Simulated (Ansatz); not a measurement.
## Strength of the O–Sn bond: CH6OSn → SnH3 + CH3O

Species: CH6OSn `C[O][SnH3]`, singlet; SnH3 `[SnH3]`, doublet; CH3O `C[O]`, doublet. 

Shapes, held fixed at every level: PBE0-D4/def2-TZVP. Programs: Ansatz 0.2.0. The zero-point and thermal change to 298 K, harmonic and unscaled (PBE0-D4/def2-TZVP), is -16.2 kJ/mol.

| level | kind | ΔH(298 K) (kJ/mol) | less CCSD(T)/def2-TZVPP |
| --- | --- | --- | --- |
| HF/def2-SVP | Hartree–Fock | +177.7 | -142.2 |
| SPW92/def2-TZVPP | LDA | +357.5 | +37.6 |
| PBE-D4/def2-TZVPP | GGA | +304.2 | -15.7 |
| r2SCAN-D4/def2-TZVPP | meta-GGA | +293.9 | -26.0 |
| r2SCAN0-D4/def2-TZVPP | global hybrid | +285.9 | -34.0 |
| B2PLYP/def2-TZVPP | double hybrid | +310.5 | -9.4 |
| CCSD(T)/def2-SVP | coupled cluster or CI | +294.9 | -25.0 |
| CCSD(T)/def2-TZVPP | coupled cluster or CI | +319.9 | 0.0 |

The highest level, CCSD(T)/def2-TZVPP, gives ΔH(298 K) = +319.9 kJ/mol; the levels span +177.7 to +357.5. The column of differences is taken from that level and isn't an error. Hartree–Fock misses the correlation of the pair that is broken and comes out low. No measured value is set beside it here. Open shells run unrestricted unless RO is named. For atoms past krypton def2 sets carry core potentials with scalar relativity. Correlated rows may include outer-core shells of Sn, which these sets cover unevenly.

Breaking the O–Sn bond homolytically is costly, +319.9 kJ/mol at the highest level. This fits a strongly polar σ bond: oxygen draws density from the much less electronegative tin, and the resulting ionic stabilisation is lost when two neutral radicals form.

From LDA through GGA and meta-GGA to the global hybrid, the bond weakens steadily. LDA shows its familiar overbinding, which gradient corrections largely remove, while exact exchange lowers the value a little further. The double hybrid breaks this sequence and rises again, probably because its perturbative part restores some of the pair correlation.

Enlarging the basis strengthens the coupled-cluster bond from +294.9 to +319.9 kJ/mol, as polarised density and correlation around oxygen are better described. Part of the Hartree–Fock deficit may therefore reflect its smaller basis. A shift of this size also suggests that the reference itself is not converged, so the closeness of B2PLYP to it does not establish that functional as the most accurate for this bond.
